**Si4 singlet–quintet gap against the share of exact exchange: one slope, a parabola and the orbital-gap picture**

The table holds the energy of the Si4 quintet minus that of the singlet, in kJ/mol, from Ansatz 0.2.0 with PBE-based hybrids of 0 to 50 % exact exchange in the def2-TZVP basis, without dispersion and at fixed structures. The program tests a straight line (frozen orbitals) against a parabola (orbital relaxation in second order), sets the residuals against the rounding of 0.1 kJ/mol and predicts the 50 % row from the lower ones. The line misses by up to 0.41 kJ/mol with an arched pattern of residuals, while the parabola meets all rows within the rounding and peaks near 15 %. Singlet energies of the same runs from 0 to 35 % show that the gap's linear term is about 0.3 % and its quadratic term about 7 % of the singlet's own. The singlet orbital gap triples over that range at 6.3 eV per unit of exact exchange, of the order of a point-charge electron–hole attraction, while the spin gap moves by 0.2 kJ/mol.

Energy of the quintet minus that of the singlet for neutral Si4, computed with Ansatz 0.2.0 using PBE with the listed share of exact exchange, the def2-TZVP basis and no dispersion correction. Each state is held at its own fixed structure throughout.

## Numerical check

```python
# Table: Si4 quintet minus singlet energy (kJ/mol), Ansatz 0.2.0, PBE with a % exact exchange, def2-TZVP,
# no dispersion. Tested: one slope (frozen orbitals) vs parabola (orbital relaxation), and the orbital-gap picture.
T = {
    'exact_exchange': [0, 5, 10, 15, 25, 35, 50],  # %
    'spin_gap': [256.1, 256.2, 256.3, 256.3, 256.2, 255.9, 254.9],  # kJ/mol
}
import numpy as np
from scipy import constants as C
a = np.array(T['exact_exchange'], float); g = np.array(T['spin_gap'], float)
kJ = C.e*C.N_A/1e3; h = 0.05  # values are given to 0.1 kJ/mol
# further outputs of the same singlet runs, 0-35 % (eV): energy without D4, levels, D4 terms, PBE-D4 forces
Es = np.array([-31493.1477, -31493.6118, -31494.0834, -31494.5622, -31495.5412, -31496.549])*kJ
homo = np.array([-5.485282, -5.665393, -5.846857, -6.029644, -6.399086, -6.773525])
lumo = np.array([-4.390804, -4.258892, -4.12663, -3.994042, -3.727969, -3.460839])
d4 = np.array([-0.25876, -0.21948])*kJ
F = np.array([[0.093305, 0.17977, -0.0030325], [-0.23508, 0.12449, 0.1554], [-0.092809, -0.17981, 0.0034693], [0.23459, -0.12445, -0.15584]])
# structures of the same runs (Angstrom)
S = np.array([[0.91, 1.76, -0.04], [-0.91, 0.48, 0.61], [-0.91, -1.76, 0.03], [0.91, -0.48, -0.60]])
Q = np.array([[0.73, 1.71, -0.26], [-0.83, 0.45, 0.86], [-0.97, -1.59, -0.20], [1.07, -0.56, -0.40]])
def fit(x, y, n):
    P = np.linalg.pinv(np.vander(x, n+1))
    return P@y, h*np.abs(P).sum(1)
p1, e1 = fit(a, g, 1); p2, e2 = fit(a, g, 2)
r1 = g-np.polyval(p1, a); r2 = g-np.polyval(p2, a)
print(f"spread of gap {np.ptp(g):.1f} kJ/mol = {100*np.ptp(g)/g.mean():.2f} % of mean {g.mean():.1f}; rounding +-{h}")
print(f"line: {p1[1]:.2f} {p1[0]:+.4f} a (slope rounding bound +-{e1[0]:.4f})")
print(f"parabola: {p2[2]:.2f} {p2[1]:+.4f} a {p2[0]:+.5f} a^2 (bounds +-{e2[1]:.4f}, +-{e2[0]:.5f}); top at {-p2[1]/2/p2[0]:.0f} %")
print("a %, gap, residual of line, residual of parabola (kJ/mol)")
for x, y, u, v in zip(a, g, r1, r2):
    print(f"{x:3.0f} {y:6.1f} {u:+.2f} {v:+.2f}")
for n, r in (("line", r1), ("parabola", r2)):
    i = np.abs(r).argmax()
    print(f"{n}: rms {np.sqrt((r**2).mean()):.3f}, worst {r[i]:+.2f} at {a[i]:.0f} % (rms of rounding {h/3**.5:.3f})")
print("interval slopes, kJ/mol per % (rounding bound):")
print("  "+"; ".join(f"{a[i]:.0f}-{a[i+1]:.0f}: {(g[i+1]-g[i])/(a[i+1]-a[i]):+.3f} ({2*h/(a[i+1]-a[i]):.3f})" for i in range(len(a)-1)))
for n, m, lab in ((1, 4, "line on 0-15 %"), (1, 6, "line on 0-35 %"), (2, 6, "parabola on 0-35 %")):
    w = np.vander(a[-1:], n+1)@np.linalg.pinv(np.vander(a[:m], n+1))
    y = (w@g[:m])[0]
    print(f"{lab} gives {y:.2f} at 50 %, table minus this {g[-1]-y:+.2f} (bound +-{h*(np.abs(w).sum()+1):.2f})")
x = a[:6]; ps = np.polyfit(x, Es-Es[0], 2); pq = np.polyfit(x, Es-Es[0]+g[:6], 2); pg, eg = fit(x, g[:6], 2)
print(f"0-35 %: singlet energy moves {Es[-1]-Es[0]:.1f}, gap moves {g[5]-g[0]:+.1f} kJ/mol")
print(f"singlet: b {ps[1]:.3f} kJ/mol/%, c {ps[0]:.5f}, worst residual {np.abs(Es-Es[0]-np.polyval(ps, x)).max():.3f} kJ/mol")
print(f"quintet (singlet + gap): b {pq[1]:.3f} +-{eg[1]:.3f}, c {pq[0]:.5f} +-{eg[0]:.5f}")
print(f"gap term as share of singlet term (0-35 %): b {100*abs(pg[1]/ps[1]):.2f} %, c {100*abs(pg[0]/ps[0]):.1f} %")
print(f"same with gap parabola on all rows: b {100*abs(p2[1]/ps[1]):.2f} %, c {100*abs(p2[0]/ps[0]):.1f} %")
print(f"singlet D4 terms left out: {d4[0]:.1f} (0 %), {d4[1]:.1f} (25 %) kJ/mol")
hl = lumo-homo; s = np.polyfit(x, hl, 1)[0]
print("singlet HOMO-LUMO gap, eV: "+", ".join(f"{u:.0f} %: {v:.2f}" for u, v in zip(x, hl)))
print(f"its growth 0-35 %: {hl[-1]-hl[0]:.2f} eV = {(hl[-1]-hl[0])*kJ:.0f} kJ/mol, factor {hl[-1]/hl[0]:.2f}")
print(f"its slope {s:.4f} eV/% = {s*kJ:.2f} kJ/mol/% = {100*s:.1f} eV per unit exchange")
side = {}
for n, X in (("singlet", S), ("quintet", Q)):
    d = [np.linalg.norm(X[i]-X[(i+1) % 4]) for i in range(4)]; side[n] = np.mean(d)
    u = X[3]-X[1]; L = np.linalg.norm(u); u = u/L
    v, w = [(X[i]-X[1])-((X[i]-X[1])@u)*u for i in (0, 2)]
    fold = 180-np.degrees(np.arccos(np.clip(v@w/np.linalg.norm(v)/np.linalg.norm(w), -1, 1)))
    print(f"{n}: sides {min(d):.2f}-{max(d):.2f} A, short diagonal {L:.2f} A, fold {fold:.0f} deg")
print(f"point-charge attraction at the singlet side length: {C.e/(4*np.pi*C.epsilon_0*side['singlet']*1e-10):.1f} eV")
k = 10.  # eV/A^2, rough recalled Si-Si stiffness
print(f"largest PBE-D4 force {np.linalg.norm(F, axis=1).max():.2f} eV/A; sum F^2/2k {(F**2).sum()/2/k*kJ:.0f} kJ/mol (order only, k about 10 eV/A^2)")
print(f"smallest gap {g.min()/kJ:.2f} eV; over RT at 1000 K: {g.min()*1e3/(C.R*1000):.0f}")
assert np.abs(r1).max() > 4*h and np.abs(r2).max() < 2*h
assert p2[0]+e2[0] < 0
assert ps[0] < 0 and abs(p2[1]/ps[1]) < 0.01
assert np.all(np.diff(hl) > 0) and np.ptp(g)/g.mean() < 0.01
```

It prints:

```
spread of gap 1.4 kJ/mol = 0.55 % of mean 256.0; rounding +-0.05
line: 256.44 -0.0226 a (slope rounding bound +-0.0026)
parabola: 256.08 +0.0336 a -0.00114 a^2 (bounds +-0.0097, +-0.00019); top at 15 %
a %, gap, residual of line, residual of parabola (kJ/mol)
  0  256.1 -0.34 +0.02
  5  256.2 -0.13 -0.02
 10  256.3 +0.09 +0.00
 15  256.3 +0.20 -0.03
 25  256.2 +0.33 -0.01
 35  255.9 +0.25 +0.04
 50  254.9 -0.41 -0.02
line: rms 0.271, worst -0.41 at 50 % (rms of rounding 0.029)
parabola: rms 0.022, worst +0.04 at 35 % (rms of rounding 0.029)
interval slopes, kJ/mol per % (rounding bound):
  0-5: +0.020 (0.020); 5-10: +0.020 (0.020); 10-15: +0.000 (0.020); 15-25: -0.010 (0.010); 25-35: -0.030 (0.010); 35-50: -0.067 (0.007)
line on 0-15 % gives 256.82 at 50 %, table minus this -1.92 (bound +-0.39)
line on 0-35 % gives 255.96 at 50 %, table minus this -1.06 (bound +-0.17)
parabola on 0-35 % gives 255.08 at 50 %, table minus this -0.18 (bound +-0.38)
0-35 %: singlet energy moves -328.2, gap moves -0.2 kJ/mol
singlet: b -8.890 kJ/mol/%, c -0.01390, worst residual 0.012 kJ/mol
quintet (singlet + gap): b -8.862 +-0.014, c -0.01488 +-0.00038
gap term as share of singlet term (0-35 %): b 0.32 %, c 7.0 %
same with gap parabola on all rows: b 0.38 %, c 8.2 %
singlet D4 terms left out: -25.0 (0 %), -21.2 (25 %) kJ/mol
singlet HOMO-LUMO gap, eV: 0 %: 1.09, 5 %: 1.41, 10 %: 1.72, 15 %: 2.04, 25 %: 2.67, 35 %: 3.31
its growth 0-35 %: 2.22 eV = 214 kJ/mol, factor 3.03
its slope 0.0634 eV/% = 6.12 kJ/mol/% = 6.3 eV per unit exchange
singlet: sides 2.31-2.32 A, short diagonal 2.39 A, fold 0 deg
quintet: sides 2.29-2.30 A, short diagonal 2.49 A, fold 32 deg
point-charge attraction at the singlet side length: 6.2 eV
largest PBE-D4 force 0.31 eV/A; sum F^2/2k 1 kJ/mol (order only, k about 10 eV/A^2)
smallest gap 2.64 eV; over RT at 1000 K: 31
```
